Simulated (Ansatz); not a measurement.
# A series in wave cutoff on BaTi2Bi2O

Results calculated with Ansatz 0.2.0, not measured. One setting of a density functional single point varied, free energy counted from the run at the reference value, pressure positive in compression; periodic cell, basis, potentials, k mesh and filling as listed.

Structure of every row (space group P4/mmm, No. 123):
```
cell vectors (Å)
   4.1153     0.0000     0.0000
   0.0000     4.1153     0.0000
   0.0000     0.0000     8.7073
atoms (fractions of the cell vectors)
Ba  0.50000  0.50000  0.50000
Ti  0.00000  0.50000  0.00000
Ti  0.50000  0.00000  0.00000
Bi  0.00000  0.00000  0.24756
Bi  0.00000  0.00000  0.75244
O   0.50000  0.50000  0.00000
```

Settings of every row: functional LDA; dispersion none; potentials PAW; k mesh 6x6x3; k shift 0x0x0; occupations fermi dirac; smearing width 0.15 eV; spin none; varied setting wave cutoff; reference wave cutoff 450 eV.

Limits: coarse k mesh, up to 40 meV an atom off; cutoff under the advised one; no spin-orbit coupling, which can matter with elements this heavy; the cell comes from a prototype or a list of computed structures and needn't be the stable phase.

| row | wave cutoff (eV) | energy less reference (meV/atom) |
| --- | --- | --- |
| 1 | 250 | 1074 |
| 2 | 300 | ? |
| 3 | 350 | 26 |
| 4 | 400 | 3 |
| 5 | 450 | 0 |

Question: what energy less reference should row 2 give?

Worked fit of energy less reference. Measure energy less reference from the row at the highest cutoff, 0 meV/atom, and take the logarithm of what remains: 250 → 6.98, 350 → 3.26, 400 → 1.10. A straight line through these is ln|rest| = 16.752 − 0.03892 × cutoff, so the rest falls by a factor of e every 25.7 eV; from 3 rows that is a rough guide, not a law, and the row at the highest cutoff isn't the limit itself. At 300 eV the line gives ln|rest| = 5.076, a rest of 160 meV/atom, and so 0 + 160 = 160 meV/atom.

The calculation gave 180 meV/atom. The fit lies 20 meV/atom (11 % of the value, 1.9 % of the column's range) below it; its largest miss of a shown row is 47 meV/atom.
